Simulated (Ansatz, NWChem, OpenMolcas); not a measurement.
**Errors in the dipole moment**

6 molecules with two or more fluorines; the dipole moment in D, computed less measured. Shapes, held fixed at every level: PBE0-D4/def2-TZVP. No vibrational averaging. Dipoles are compared by magnitude; molecules under 1 D, whose direction can flip, are left out. Programs: Ansatz 0.2.0, NWChem 7.3.0, OpenMolcas 26.06. A level may come from different programs for different species; with the same settings they agree closely. Measured values: NIST CCCBDB.

Levels: A = HF/3-21G; B = HF/def2-SVP; C = B3LYP/6-31G* (Cartesian functions); D = wB97M-V/def2-TZVPP.

```
                     molecule  measured      A      B      C      D
      CH2F2 (difluoromethane)      1.97  +0.42  +0.30  -0.28  -0.11
    SO2F2 (sulfuryl fluoride)      1.12  -0.06  +0.01  +0.06  +0.04
C2F3N (cyanotrifluoromethane)      1.33  -0.54  -0.16  +0.15  +0.07
 C2H2F2 (vinylidene fluoride)      1.38  +0.26  +0.08  -0.43  -0.24
    C2H3F3 (SMILES CC(F)(F)F)      2.32  +0.37  +0.26  -0.31  -0.04
  C2H4F2 (1,1-difluoroethane)      2.27  +0.32  +0.25  -0.34  -0.08
```

**Question.** Sum up the errors.

**Answer.** 
```
                             level                    kind  mean error  mean absolute error  worst case
                          HF/3-21G            Hartree–Fock      +0.128                0.328       C2F3N
                       HF/def2-SVP            Hartree–Fock      +0.123                0.177       CH2F2
B3LYP/6-31G* (Cartesian functions)           global hybrid      -0.192                0.262      C2H2F2
                wB97M-V/def2-TZVPP  range-separated hybrid      -0.060                0.097      C2H2F2
```

On this set wB97M-V/def2-TZVPP has the smallest mean absolute error and HF/3-21G the largest. HF/3-21G is too high in 4 of 6; HF/def2-SVP is too high in 5 of 6; B3LYP/6-31G* (Cartesian functions) is too low in 4 of 6; wB97M-V/def2-TZVPP is too low in 4 of 6. The tabulated value of C2F3N is in doubt (older tables, estimates, or at odds with other calculations) and kept here. Over the 5 molecules whose values aren't doubted the mean absolute errors are A 0.286; B 0.180; C 0.284; D 0.102. The set is small.

The four hydrofluorocarbons share one pattern: both Hartree-Fock levels overshoot and both density functionals fall short. Without correlation, Hartree-Fock makes the C-F bonds too ionic, and correlation moves charge back from fluorine. SO2F2 and C2F3N reverse the order of the levels, a reversal that doesn't depend on the measured values. In these two the polar bonds to fluorine oppose the S-O or C-N dipole, so more charge on fluorine probably lowers the net moment. Vinylidene fluoride gives both functionals their largest error, perhaps because π donation from fluorine, which counteracts the σ polarity, is somewhat exaggerated.

The nearly equal mean errors of the two Hartree-Fock levels hide a real basis-set effect, since errors of opposite sign cancel more in 3-21G. The lead of wB97M-V survives removal of the doubtful molecule, whereas the gap between HF/3-21G and B3LYP/6-31G* all but vanishes. As functional and basis change together between the two density-functional levels, the improvement can't be credited to range separation alone.
